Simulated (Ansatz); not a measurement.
# LiPb: the change of pressure with volume scale

Results calculated with Ansatz 0.2.0, not measured. Periodic Kohn-Sham DFT of a crystal at fixed atoms, scaled to volume_scale times the given cell; pressure positive in compression, energy less spherical unpolarised free atoms, largest_vzz the field gradient of largest size among the nuclei.

The cell before it is scaled or strained (space group Pm-3m, No. 221):
```
CELL_PARAMETERS angstrom
3.52200 0.00000 0.00000
0.00000 3.52200 0.00000
0.00000 0.00000 3.52200
ATOMIC_POSITIONS crystal
Li 0.50000 0.50000 0.50000
Pb 0.00000 0.00000 0.00000
```

Settings of every row: method all-electron PAW; functional LDA; relativity scalar; k mesh 10x10x10; filling fermi-dirac; smearing width 0.03 eV; nucleus gaussian.

Atom start moment: 0 on all atoms.

Limits: no spin-orbit coupling on heavy atoms.

```
row  volume scale  V (Å³/atom)  pressure (GPa)
  1          0.94       20.534           0.264
  2          0.96       20.971          -0.595
  3          0.98       21.407          -1.358
  4          0.99       21.626          -1.707
  5             1       21.844          -2.036
  6          1.01       22.063          -2.345
  7          1.02       22.281          -2.636
  8          1.04       22.718               ?
  9          1.06       23.155          -3.622
```

Question: what pressure should row 8 give?

Worked fit of pressure. Take u = (V_r/V)^(2/3) − 1 with V_r = 21.735 Å³ an atom, which is twice the finite (Eulerian) strain; such expansions in the strain, on which the Birch-Murnaghan equation of state is built, carry the rest volume and the bulk modulus. The shown rows have u = 0.03862, 0.02414, 0.01019, 0.00336, -0.00333, -0.00994, -0.0164, -0.04131. Least squares give pressure = −1.8744 + 49.058 × u + 163.39 × u² GPa; a straight line predicts inner rows, each left out in turn, worse (root mean square 0.078 against 0.00083 GPa). The rows lie off it by 0.000, 0.000, 0.000, 0.001, 0.000, 0.001, -0.001, 0.000. The pressure vanishes at u = 0.0343, or V = 20.66 Å³ an atom, and there the bulk modulus at fixed shape and fractions is B = −V dP/dV = (2/3)(1 + u) dP/du = 41.6 GPa. The withheld row has u = -0.02906, so the fit gives −1.8744 + 49.058 × (-0.02906) + 163.39 × (-0.02906)² = -3.162 GPa.

The calculation gave -3.162 GPa. The fit meets it to the printed digit.
